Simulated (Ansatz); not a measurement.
# A series in volume scale on Cu

All results are calculated (Ansatz 0.2.0). Free energy against uniform scaling of the volume at fixed shape and fractions; periodic cell, basis, potentials, k mesh and filling as listed.

The cell before it is scaled or strained (space group P6_3/mmc, No. 194):
```
Cu
1.0
      2.5341     0.0000     0.0000
     -1.2670     2.1946     0.0000
      0.0000     0.0000     4.1126
Cu
2
Direct
  0.33333 0.66667 0.25000
  0.66667 0.33333 0.75000
```

Settings of every row: functional PBEsol; dispersion none; potentials all-electron LAPW; k mesh 13x13x7; k shift 0x0x0; occupations methfessel paxton; smearing width 0.15 eV; spin none; basis error target 0.0005 eV/atom.

Limits: coarse k mesh, up to 40 meV an atom off; the cell comes from a prototype or a list of computed structures and needn't be the stable phase.

| row | volume scale | V (Å³/atom) | energy above lowest point (meV/atom) |
| --- | --- | --- | --- |
| 1 | 0.94 | 10.75 | 15.6 |
| 2 | 0.97 | 11.093 | 1.6 |
| 3 | 1 | 11.436 | 0 |
| 4 | 1.03 | 11.779 | ? |
| 5 | 1.06 | 12.122 | 25.8 |

Question: what energy above lowest point should row 4 give?

Worked fit of energy above lowest point. Take u = (V_r/V)^(2/3) − 1 with V_r = 11.264 Å³ an atom, which is twice the finite (Eulerian) strain; such expansions in the strain, on which the Birch-Murnaghan equation of state is built, carry the rest volume and the bulk modulus. The shown rows have u = 0.03163, 0.01025, -0.01005, -0.04776. Least squares give energy above lowest point = −0.58 + 86.7 × u + 13385 × u² meV/atom; a straight line predicts inner rows, each left out in turn, worse (root mean square 13 against 0.24 meV/atom). The rows lie off it by 0.0, -0.1, 0.1, 0.0. Its lowest point lies at u = -0.0032, or V = 11.32 Å³ an atom, and the curvature there gives the bulk modulus at fixed shape and fractions, B = (4/9)(1 + u)² E″(u)/V = 167 GPa. Letting shape and atoms relax would as a rule lower it, by much in layered, chain or molecular crystals. The withheld row has u = -0.02936, so the fit gives −0.58 + 86.7 × (-0.02936) + 13385 × (-0.02936)² = 8.4 meV/atom.

The calculation gave 8.6 meV/atom. The fit lies 0.2 meV/atom (0.78 % of the column's range) below it; its largest miss of a shown row is 0.1 meV/atom.
